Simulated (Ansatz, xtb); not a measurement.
# C4H8N2Si2: which of two isomers lies lower

Structure I: `C=C1C[SiH2]N[Si@@H]1C#N`, a singlet. Structure II: `CC1=C[SiH2]N[Si@@H]1C#N`, a singlet. Both are isolated molecules in the gas phase, relaxed with r2SCAN-D4/def2-SVP; the shapes shown needn't be the lowest conformers.

I (Å):

```xyz
16

C     0.5068   -1.8891    0.4003
C    -0.2851   -0.8248    0.1857
C    -0.7634    0.1203    1.2698
C    -1.4968   -2.0686   -2.3338
N    -2.5503    0.3125   -0.8328
N    -1.7176   -3.0736   -2.8814
Si   -2.6000    0.4569    0.9179
Si   -1.1298   -0.4612   -1.4519
H     0.9055   -2.1177    1.3971
H     0.7767   -2.5792   -0.4069
H    -0.5547   -0.2703    2.2800
H    -0.2473    1.0963    1.1811
H    -3.0433    1.8201    1.3391
H    -3.4934   -0.5461    1.5756
H    -3.3166    0.6192   -1.4258
H    -0.3822    0.3496   -2.4547
```

II (Å):

```xyz
16

C    -0.7881   -1.4135    1.9943
C    -0.8392   -0.7314    0.6604
C    -0.3194    0.4923    0.3913
C    -3.4957   -1.7461   -0.4539
N    -1.4213   -0.2413   -2.0027
N    -4.6214   -1.9001   -0.1929
Si   -0.5562    1.1370   -1.3518
Si   -1.6815   -1.4904   -0.8416
H    -0.2727   -2.3871    1.9238
H    -1.8061   -1.6296    2.3629
H    -0.2696   -0.8001    2.7474
H     0.1930    1.0514    1.1894
H     0.7354    1.3972   -2.0612
H    -1.3434    2.4083   -1.3975
H    -1.7439   -0.2954   -2.9638
H    -1.2001   -2.8449   -1.2365
```

Quicker runs give these differences E(II) − E(I): GFN2-xTB −1.8 kcal/mol; HF/STO-3G −4.6 kcal/mol (at GFN2-xTB geometries); r2SCAN-D4/def2-SVP//GFN2-xTB −4.4 kcal/mol.

Q: Estimate E(II) − E(I) at the level CCSD(T)/def2-SVP + ΔMP2/def2-TZVPP.

A: Calculated at CCSD(T)/def2-SVP + ΔMP2/def2-TZVPP: E(II) − E(I) = −4.4 kcal/mol, so structure II lies lower.

Level by level:

| level | geometry | E(II) − E(I) (kcal/mol) | departure from the last row (kcal/mol) | job, with rough time for the two |
| --- | --- | --- | --- | --- |
| GFN2-xTB | GFN2-xTB | −1.8 | +2.6 | optimisation, 0.75 s |
| HF/STO-3G | GFN2-xTB | −4.6 | −0.2 | single point, 0.56 s |
| r2SCAN-D4/def2-SVP//GFN2-xTB | GFN2-xTB | −4.4 | 0.0 | single point, 5.9 s |
| r2SCAN-D4/def2-SVP | r2SCAN-D4/def2-SVP | −4.7 | −0.2 | optimisation, 59 s |
| HF/def2-SVP | r2SCAN-D4/def2-SVP | −5.9 | −1.4 | part of the CCSD(T) run |
| MP2/def2-SVP | r2SCAN-D4/def2-SVP | −4.6 | −0.2 | part of the CCSD(T) run |
| CCSD(T)/def2-SVP | r2SCAN-D4/def2-SVP | −4.5 | 0.0 | single point |
| CCSD(T)/def2-SVP + ΔMP2/def2-TZVPP | r2SCAN-D4/def2-SVP | −4.4 |  | single point, 2.4 min |

As drawn, both hold the same kinds of bond in the same numbers. Structure I has 0 methyl groups, II 1.

The levels shown agree on the order. The largest departure from CCSD(T)/def2-SVP + ΔMP2/def2-TZVPP is that of GFN2-xTB, 2.6 kcal/mol. The last row adds to CCSD(T) the change of the MP2 difference between the two basis sets, here 0.0 kcal/mol.

With thermal terms from frequencies at re-optimised GFN2-xTB minima (ideal gas, soft modes damped towards free rotors, one conformer each, 298.15 K, 1 atm): the zero-point term adds −0.1 kcal/mol; ΔH is −4.3 and ΔG −4.7 kcal/mol.

The correlated steps freeze 16 core orbitals. Run with Ansatz 0.2.0, xtb 6.7.1; the last row on 4 threads of Arm Neoverse V1 on a shared host.

Moving the double bond from the exocyclic methylene position into the five-membered ring lowers the energy by 4.4 kcal/mol. This is the familiar preference of methylcyclopentene-type rings over their methylene isomers. The alkene in II carries one more substituent, and its new methyl group can donate into the π system by hyperconjugation. Both silicon atoms in II also sit on sp² carbon, whereas in I one is allylic; the stronger C(sp²)–Si bond probably adds to the preference, partly offset by the loss of allylic σ(C–Si) donation into π*.

Correlation trims the preference, from −5.9 kcal/mol in HF/def2-SVP to −4.6 in MP2 with the same basis. The close agreement of HF/STO-3G therefore looks like a cancellation between its minimal basis and missing correlation, not a sign of reliability. Entropy slightly favours II, plausibly through the soft methyl rotation. The energy difference gives the thermodynamic direction of the formal 1,3-hydrogen shift, but says nothing about its barrier.
